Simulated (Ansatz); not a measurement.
## Swapping OH for F on Sn: the atomisation energy

On one Sn centre, n of the OH ligands are replaced by F. The atomisation energy (no zero-point term) y in kJ/mol at CCSD(T)/def2-TZVPP. Shapes: PBE0-D4/def2-TZVP. Flexible molecules stand in one conformer, not always the lowest. Programs: Ansatz 0.2.0.

| molecule | n | y (kJ/mol) |
| --- | --- | --- |
| Sn(OH)4 | 0 | 3075 |
| Sn(OH)3F | 1 | ? |
| Sn(OH)2F2 | 2 | 2378 |
| Sn(OH)F3 | 3 | 2022 |
| SnF4 | 4 | 1662 |

Problem. Fit y = c + s·n to the known rows and predict Sn(OH)3F.

Solution. 
1. Means of the 4 rows: n = 2.25000, y = 2284.2.
2. Σ(Δn)² = 8.75, Σ(Δn·Δy) = -3088.2, so the slope is -3088.2/8.75 = -352.94.
3. Intercept: 2284.2 − (-352.94) × 2.25000 = 3078.3. The largest residual of the fit is 5.6.
4. Sn(OH)3F: 3078.3 + (-352.94) × 1 = 2725 kJ/mol.

The run gave 2728 kJ/mol, so the prediction is off by -3 kJ/mol, within the largest residual. The steps per swap are -347, -350, -356, -360 kJ/mol. The slope is the difference between a Sn–F and a Sn–OH bond with the ligands’ own bonds. Other levels give for Sn(OH)3F: HF/def2-SVP 1668; HF/def2-TZVPP 1754; BHLYP-D4/def2-TZVPP 2598 kJ/mol. Coupled cluster in double- or triple-zeta sets underbinds by a few per cent against its basis-set limit. For atoms past krypton def2 sets carry core potentials with scalar relativity. Outer-core shells of Sn are correlated, in sets that cover them unevenly.

The atomisation energy falls with every swap of OH for F, but this doesn't mean that fluorine is bound more weakly. Each swap also removes an O–H bond, which is worth more than the drop itself, so the Sn–F bond comes out stronger than the Sn–OH bond it replaces, as expected for the more polar bond to the more electronegative ligand. The near-constant steps show that the ligands act almost independently on Sn(IV).

The drop does grow slightly, from 347 to 360 kJ/mol, so the mixed molecules lie a little below the matching mixture of Sn(OH)4 and SnF4 in electronic energy. Probably the hydroxides donate charge more readily to a centre that fluorine has depleted, though hydrogen contacts to neighbouring ligands could contribute. Hartree–Fock misses much of the binding even in the larger basis, because pairing electrons in bonds brings correlation energy that the separated atoms lack. Whether water would hydrolyse the Sn–F bonds doesn't follow from these values, since that balance also involves H2O and HF.
